# Solution key: geometry DIIS as a minimal-residual Krylov method, worked for H₂O

## Statement of the problem

Water is restricted to two symmetric internal coordinates, $x=(s,\vartheta)$, with $s=(\Delta r_1+\Delta r_2)/\sqrt2$ in bohr and $\vartheta=\Delta\theta$ in radians, both counted from the stationary point. The energy is $E=\tfrac12x^{T}Hx$ and the gradient $g=Hx$. Given inputs, rounded typical force constants near the bent minimum:

$$H=\begin{pmatrix}0.54&0.04\\0.04&0.16\end{pmatrix}\quad(E_h/\text{bohr}^2,\;E_h/(\text{bohr rad}),\;E_h/\text{rad}^2).$$

The fixed guess for the inverse Hessian uses typical diagonal constants $0.5\,E_h/\text{bohr}^2$ and $0.2\,E_h/\text{rad}^2$, so $M=\mathrm{diag}(2,5)$. The inputs are treated as exact, and the printed digits describe this model, not the molecule.

Geometry DIIS (GDIIS; Császár and Pulay, 1984) stores points $x_0,\dots,x_k$ and error vectors $e_i=-Mg_i$. It minimises $|\sum c_ie_i|^2$ under $\sum c_i=1$, forms $\bar x_k=\sum c_ix_i$ and $\bar e_k=\sum c_ie_i$, and steps to $x_{k+1}=\bar x_k+\bar e_k$. For $k=0$ this is $x_1=x_0+e_0$. Convention for the norm: $|e|^2=e_s^2+e_\vartheta^2$, with the numbers in bohr and radians added as they stand.

The general statement to be tested on this model has three parts. The coefficients are $c\propto B^{-1}\mathbf 1$, with $B$ the matrix of scalar products of the error vectors. On a quadratic surface with fixed $M$, GDIIS is equivalent to GMRES. The scheme is invariant under $E\to-E$, so it can converge to maxima and saddles as well as to minima.

(a) Find the coefficients. (b) Relate $\bar x_k$ to GMRES. (c) Solve the two-coordinate case in closed form. (d) Evaluate it for $x_0=(0.10,-0.10)$. (e) Discuss $E\to-E$. (f) Treat the linear molecule. (g) Compare with the general statement and give the limits of the model.

## (a) The coefficients

With $B_{ij}=e_i\cdot e_j$ the objective is $c^TBc$. Stationarity of $c^TBc-2\lambda(\mathbf 1^Tc-1)$ gives $Bc=\lambda\mathbf 1$, that is

$$\begin{pmatrix}B&\mathbf 1\\ \mathbf 1^T&0\end{pmatrix}\begin{pmatrix}c\\-\lambda\end{pmatrix}=\begin{pmatrix}0\\1\end{pmatrix}.$$

Multiplying $Bc=\lambda\mathbf 1$ by $c^T$ shows $\lambda=|\bar e|^2$. If the $e_i$ are linearly independent, $B$ is invertible and

$$c=\frac{B^{-1}\mathbf 1}{\mathbf 1^TB^{-1}\mathbf 1},\qquad |\bar e|^2=\frac1{\mathbf 1^TB^{-1}\mathbf 1}.$$

The bordered matrix needs less. A null vector $(v,\mu)$ obeys $Bv=-\mu\mathbf 1$ and $\mathbf 1^Tv=0$, hence $v^TBv=0$, $\sum v_ie_i=0$ and $\mu=0$. The bordered matrix is therefore invertible exactly when the differences $e_i-e_0$ are linearly independent. With $n$ coordinates and $n+1$ points, $B$ has rank at most $n$ and $B^{-1}$ does not exist. The bordered system can still be solved, and it then gives $\lambda=0$ with $c$ the null vector of $B$ normalised to unit sum.

## (b) Equivalence with GMRES

Let $A=MH$ be nonsingular and $r_0=e_0$. On a quadratic $e(x)=r_0-A(x-x_0)$. This map is affine and $\sum c_i=1$, so $\bar e_k=e(\bar x_k)$: the interpolated error vector is the true one at the interpolated point. Since $\bar x_k=x_0+\sum_{i\ge1}c_i(x_i-x_0)$ with $c_1,\dots,c_k$ free, GDIIS minimises $|r_0-Az|$ over $z\in D_k=\mathrm{span}\{x_i-x_0\}_{i=1}^k$.

GMRES (Saad and Schultz, 1986), applied to the left-preconditioned system $Mg(x)=0$ from the start $x_0$, minimises the same quantity over the Krylov space $K_k=\mathrm{span}\{r_0,Ar_0,\dots,A^{k-1}r_0\}$. It suffices to show $D_k=K_k$.

For $k=1$, $x_1-x_0=r_0$. Suppose $D_k=K_k$. Then $\bar e_k=p_k(A)r_0$ with a polynomial of degree at most $k$ and $p_k(0)=1$, and
$$x_{k+1}-x_0=(\bar x_k-x_0)+p_k(A)r_0\in K_{k+1}.$$
Assume $0<|\bar e_k|<|\bar e_{k-1}|$. The strict decrease excludes degree below $k$, because such a polynomial was available one step earlier. A nonzero $\bar e_k$ excludes $A^kr_0\in K_k$, because an invariant $K_k$ contains $A^{-1}r_0$ and the minimum would vanish. So $x_{k+1}-x_0$ has a component outside $K_k$, and $D_{k+1}=K_{k+1}$. The minimiser $z$ is unique because $A$ is nonsingular.

Result: as long as the residual norm has decreased strictly at all earlier steps, $\bar x_k$ is the $k$-th GMRES iterate, and the point where the next gradient is computed, $x_{k+1}$, is that iterate plus one quasi-Newton step. This is the equivalence proved by Walker and Ni (2011) for Anderson acceleration. For $n$ coordinates $\bar x_k$ is the stationary point at $k\le n$, after at most $n+1$ gradients. Nothing in the argument used the sign of any eigenvalue of $H$.

## (c) Closed form for two coordinates

Let $\tau=\mathrm{tr}A$, $\delta=\det A$, and let $r_0$ not be an eigenvector of $A$.

*Two points.* $e_1=(1-A)r_0$, so $\bar e_1=r_0-c_1Ar_0$. From (a),
$$c_1=\frac{B_{00}-B_{01}}{B_{00}-2B_{01}+B_{11}}=\frac{e_0\cdot(e_0-e_1)}{|e_0-e_1|^2}=\frac{r_0\cdot Ar_0}{|Ar_0|^2}\equiv\alpha .$$
The last form is the minimal-residual step length of the first GMRES iteration. Further $c_0=1-\alpha$, $\bar x_1=x_0+\alpha r_0$ and $|\bar e_1|^2=|r_0|^2-\alpha\,r_0\cdot Ar_0$.

*Three points.* $e_2=e(\bar x_1+\bar e_1)=(1-A)(1-\alpha A)r_0$. The combination is $p(A)r_0$ with
$$p(t)=c_0+c_1(1-t)+c_2(1-t)(1-\alpha t),\qquad p(0)=1 .$$
The Cayley–Hamilton theorem gives $A^2-\tau A+\delta=0$, so $p(t)=1-(\tau/\delta)t+t^2/\delta$ yields zero residual. It is the only such quadratic with $p(0)=1$, since $Ar_0$ and $A^2r_0$ are independent. Setting $t=1$ and comparing the $t^2$ terms,

$$c_0=\frac{1-\tau+\delta}{\delta},\qquad c_2=\frac1{\alpha\delta},\qquad c_1=1-c_0-c_2 .$$

The corresponding GMRES iterate is $x_0+(\tau/\delta)r_0-(1/\delta)Ar_0$, which contains no $\alpha$. GDIIS reaches the same point through $c_2\propto1/\alpha$, and fails at $\alpha=0$, which is the stagnation condition $|\bar e_1|=|e_0|$.

## (d) Numbers at the bent minimum

$$A=MH=\begin{pmatrix}1.08&0.08\\0.20&0.80\end{pmatrix},\quad \tau=1.88,\quad\delta=0.848,$$
with eigenvalues $1.1287$ and $0.7513$. $A$ is not symmetric, so the matching Krylov method in this norm is GMRES. The symmetric part $\tfrac12(A+A^T)$ has off-diagonal element $0.14$, positive diagonal and determinant $0.8444$. It is positive definite, $r\cdot Ar>0$ for every $r\ne0$, and stagnation cannot occur. This has to be checked case by case: positive definite $M$ and $H$ do not in general make the symmetric part of $MH$ positive definite.

The start lengthens each bond by $0.0707$ bohr and closes the angle by $5.73^\circ$.

- $g_0=(0.050,-0.012)$, $e_0=(-0.100,0.060)$, $|e_0|=0.11662$.
- $x_1=(0,-0.040)$, $g_1=(-0.0016,-0.0064)$, $e_1=(0.0032,0.0320)$, $|e_1|=0.03216$.
- $B_{00}=0.0136$, $B_{01}=0.0016$, $B_{11}=0.00103424$.
- $B^{-1}\mathbf 1=(-49.17,\,1042.96)$ with sum $993.79$, so $c=(-0.04948,\,1.04948)$ and $|\bar e_1|^2=1.0062\times10^{-3}$.

The GMRES route: $Ar_0=(-0.1032,0.0280)$, $r_0\cdot Ar_0=0.0120$, $|Ar_0|^2=0.01143424$, $\alpha=1.04948$, equal to $c_1$. Then

- $\bar x_1=(-0.004948,-0.037031)$, $\bar e_1=(0.008306,0.030615)$, $|\bar e_1|=0.03172$.
- $x_2=(0.003358,-0.006417)$, $e_2=(-0.003114,0.004462)$, $|e_2|=0.00544$.

With three points $B$ is a $3\times3$ matrix of rank 2. The bordered system and the closed form both give
$$c=(-0.03774,\,-0.08591,\,1.12365),\qquad\lambda=0,\qquad\bar x_2=(0,0).$$
GMRES: $\tau/\delta=2.21698$, $1/\delta=1.17925$. The stretch component is $0.10-0.22170+0.12170=0$ and the bend component is $-0.10+0.13302-0.03302=0$. The plain iteration $x\leftarrow x+e$ multiplies the eigencomponents by $-0.1287$ and $0.2487$ per step. It converges geometrically and does not terminate.

The norm is part of the method. With the weight $M^{-1}$, $|e|^2\to e^TM^{-1}e=g^TMg$, in which $A$ is self-adjoint, the step length is $0.005496/0.00548192=1.00257$ instead of $1.04948$. The point $\bar x_1$ moves, while $\bar x_2$, having zero residual, is the same in every norm.

## (e) The substitution $E\to-E$

Two statements must be kept apart.

*Fixed stored points, fixed $M$.* Every $g_i$ and $e_i$ changes sign, $B_{ij}$ is unchanged, and so are the $c_i$ and $\bar x_k$. This holds for any energy surface, quadratic or not. The energy never enters $B$, and the interpolation cannot tell downhill from uphill. Only the added step $\bar e_k$ reverses.

*A whole run from the same $x_0$.* Because $\bar e_k$ reverses, the points $x_1,x_2,\dots$ differ and the coefficients differ with them. On a quadratic $A\to-A$ and $r_0\to-r_0$ leave $K_k$ and $|r_0-Az|$ unchanged, so by (b) every $\bar x_k$ is the same in the two runs.

In the model, the run on $-E$ has $x_1'=(0.20,-0.16)$, $e_0'=(0.100,-0.060)$, $e_1'=(0.2032,-0.0880)$, and $B'_{00}=0.0136$, $B'_{01}=0.0256$, $B'_{11}=0.04903424$. Then $c_1'=-0.0120/0.01143424=-1.04948=-\alpha$ and $c_0'=2.04948$. The point $\bar x_1'=x_0+c_1'e_0'=x_0+\alpha r_0$ equals $\bar x_1$. Next $x_2'=\bar x_1-\bar e_1=(-0.01325,-0.06765)$. With $\tau\to-\tau$, $\delta\to\delta$, $\alpha\to-\alpha$ the three-point coefficients are $(4.39623,-2.27258,-1.12365)$, and $\bar x_2'=(0,0)$, now a maximum. The plain iteration diverges there, with factors $2.1287$ and $1.7513$.

The map $E\to-E$ turns a minimum into a maximum and a saddle of index $m$ into one of index $n-m$. It shows blindness to the overall sign. That saddles are reached follows from (b), which needs only $\det A\neq0$ and no stagnation.

## (f) Linear H₂O as a saddle

Use $y=(s,\varphi)$, with $s$ counted from the best bond length of the linear molecule and $\varphi=\pi-\theta$ the signed in-plane bend. Reflection $\varphi\to-\varphi$ is a symmetry, so $\varphi=0$ is stationary and the stretch–bend coupling vanishes. Assumed model inputs: $H=\mathrm{diag}(0.60,-0.10)$ in $E_h/\text{bohr}^2$ and $E_h/\text{rad}^2$. This is a first-order saddle in the two coordinates. In the full coordinate space the bend is doubly degenerate and the index is two. With the same $M$,
$$A=\mathrm{diag}(a_1,a_2)=\mathrm{diag}(1.2,-0.5),\qquad\tau=0.7,\qquad\delta=-0.6 .$$

Start at $y_0=(0.05,0.10)$. Then $r_0=(-0.060,0.050)$, $Ar_0=(-0.072,-0.025)$, $r_0\cdot Ar_0=0.00307$, $|Ar_0|^2=0.005809$, $\alpha=0.52849$, and the two-point coefficients are $(0.47151,0.52849)$. Further $\bar y_1=(0.01829,0.12642)$ and $\bar e_1=(-0.02195,0.06321)$. The residual norm falls from $0.07810$ to $0.06691$, so there is no stagnation.

| point | $s$ / bohr | $\varphi$ / rad | $E-E_\text{saddle}$ / m$E_h$ |
|---|---|---|---|
| $y_0$ | 0.05 | 0.10 | 0.250 |
| $y_1$ | −0.01 | 0.15 | −1.095 |
| $y_2$ | −0.00366 | 0.18964 | −1.794 |
| $y_3=\bar y_2$ | 0 | 0 | 0 |

The three-point coefficients are $(0.5,\,3.65364,\,-3.15364)$. The first two steps go downhill and bend the molecule further. The third extrapolates backwards with a large negative weight on the lowest point, climbs $1.794$ m$E_h$ and lands on the saddle, where $\bar e_2=0$ and every gradient criterion is met. The plain iteration has factors $-0.2$ and $1.5$ and leaves the saddle. A minimiser built on GDIIS therefore needs information that $B$ lacks, such as an energy test on the step, bounds on the coefficients, or a final check of the Hessian eigenvalues.

*Stagnation.* With $r_0=-Ay_0$, $r_0\cdot Ar_0=a_1^3s_0^2+a_2^3\varphi_0^2$. It vanishes on the two lines
$$|s_0/\varphi_0|=(|a_2|/a_1)^{3/2}=\sqrt{0.125/1.728}=0.26896\ \text{bohr/rad}.$$
There $\alpha=0$, $\bar y_1=y_0$, and $y_2=y_0+r_0=y_1$. The new point repeats a stored one, the bordered matrix is singular, $D_2=D_1\ne K_2$, and every minimiser returns $\bar y=y_0$ again. GMRES builds $K_2$ from $Ar_0$ directly and still terminates at its second step. Near these lines $c_2=1/(\alpha\delta)$ is large and amplifies any noise in the gradients.

## (g) Comparison and limits

| run | $\tau$ | $\delta$ | $\alpha$ | $c_0$ | $c_1$ | $c_2$ | $\bar x_2$ |
|---|---|---|---|---|---|---|---|
| bent, $E$ | 1.88 | 0.848 | 1.04948 | −0.03774 | −0.08591 | 1.12365 | minimum |
| bent, $-E$ | −1.88 | 0.848 | −1.04948 | 4.39623 | −2.27258 | −1.12365 | maximum |
| linear | 0.7 | −0.6 | 0.52849 | 0.5 | 3.65364 | −3.15364 | saddle |

The model confirms the general statement given with the problem, with a qualification to each of its three parts. The formula $c\propto B^{-1}\mathbf 1$ holds while the $e_i$ are independent and gives way to the bordered system at the terminating step. The GMRES iterate is $\bar x_k$, not the evaluated point $x_{k+1}$, and the equivalence ends at stagnation. Under $E\to-E$ the coefficients are invariant for given stored points, and along a run the invariants are the points $\bar x_k$; this symmetry accounts for the maximum, while convergence to the saddle follows from (b).

The equivalence uses a fixed $M$, the full history and an affine gradient. An updated $M$ or a truncated history breaks $D_k=K_k$. The neglected anharmonicity is not small at the chosen starts. For a Morse bond $D(1-e^{-a\Delta r})^2$ the quadratic term of the gradient is $-\tfrac32a\,\Delta r$ times the linear one. With a typical $a\approx1.2\ \text{bohr}^{-1}$ and $\Delta r=0.0707$ bohr this is about 13 % of the stretch term $H_{11}s_0=0.054\,E_h/\text{bohr}$, or about $0.014$ bohr in $e_0$. That lies between $|\bar e_1|$ and $|e_2|$, so on a real surface the third point would not be exact. At the start of (f) the same fraction is about 6 %. For the bend in (f), a quartic double well with minima at $\varphi_m\approx1.32$ rad (from a typical angle of $104.5^\circ$) has gradient $\propto\varphi(1-\varphi^2/\varphi_m^2)$, a correction of about 2 % at $\varphi=0.19$. Scaling the start by a factor $\epsilon$ leaves $\alpha$ and all $c_i$ of the quadratic model unchanged, while the Morse fraction shrinks as $\epsilon$ and the quartic one as $\epsilon^2$. The results above are the limit of a real optimisation started close to the stationary point.